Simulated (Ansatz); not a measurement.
## A series in volume scale on SiO2

Results calculated with Ansatz 0.2.0, not measured. Free energy against uniform scaling of the volume at fixed shape and fractions; periodic cell, basis, potentials, k mesh and filling as listed.

The cell before it is scaled or strained (space group P4_2/mnm, No. 136):
```
CELL_PARAMETERS angstrom
4.17730 0.00000 0.00000
0.00000 4.17730 0.00000
0.00000 0.00000 2.66520
ATOMIC_POSITIONS crystal
Si 0.00000 0.00000 0.00000
Si 0.50000 0.50000 0.50000
O 0.30590 0.30590 0.00000
O 0.19410 0.80590 0.50000
O 0.69410 0.69410 0.00000
O 0.80590 0.19410 0.50000
```

Settings of every row: functional PBE; dispersion none; potentials PAW; wave cutoff 500 eV; density cutoff 2000 eV; k mesh 6x6x8; k shift 0x0x0; occupations fixed; smearing width 0 eV; spin none; SCF threshold exponent -10.

| row | volume scale | V (Å³/atom) | energy above lowest point (meV/atom) |
| --- | --- | --- | --- |
| 1 | 0.9 | 6.976 | ? |
| 2 | 0.925 | 7.17 | 103 |
| 3 | 0.95 | 7.364 | 58.6 |
| 4 | 0.975 | 7.557 | 27.6 |
| 5 | 1 | 7.751 | 8.6 |
| 6 | 1.025 | 7.945 | 0 |
| 7 | 1.05 | 8.139 | 0.7 |
| 8 | 1.075 | 8.333 | 9.5 |
| 9 | 1.1 | 8.526 | 25.5 |

Question: what energy above lowest point should row 1 give?

Worked fit of energy above lowest point. Take u = (V_r/V)^(2/3) − 1 with V_r = 7.848 Å³ an atom, which is twice the finite (Eulerian) strain; such expansions in the strain, on which the Birch-Murnaghan equation of state is built, carry the rest volume and the bulk modulus. The shown rows have u = 0.06209, 0.04335, 0.02551, 0.00833, -0.00816, -0.02398, -0.03919, -0.05374. Least squares give energy above lowest point = 3.05 + 521.9 × u + 17510 × u² meV/atom; a straight line predicts inner rows, each left out in turn, worse (root mean square 19 against 0.1 meV/atom). The rows lie off it by 0.0, 0.0, -0.2, 0.0, 0.0, 0.1, 0.0, -0.1. Its lowest point lies at u = -0.0149, or V = 8.027 Å³ an atom, and the curvature there gives the bulk modulus at fixed shape and fractions, B = (4/9)(1 + u)² E″(u)/V = 301 GPa. Letting shape and atoms relax would as a rule lower it, by much in layered, chain or molecular crystals. The withheld row has u = 0.08169, so the fit gives 3.05 + 521.9 × (0.08169) + 17510 × (0.08169)² = 162.5 meV/atom.

The calculation gave 162.8 meV/atom. The fit lies 0.3 meV/atom (0.18 % of the column's range) below it; its largest miss of a shown row is 0.2 meV/atom. This row lies beyond the range of the fit.
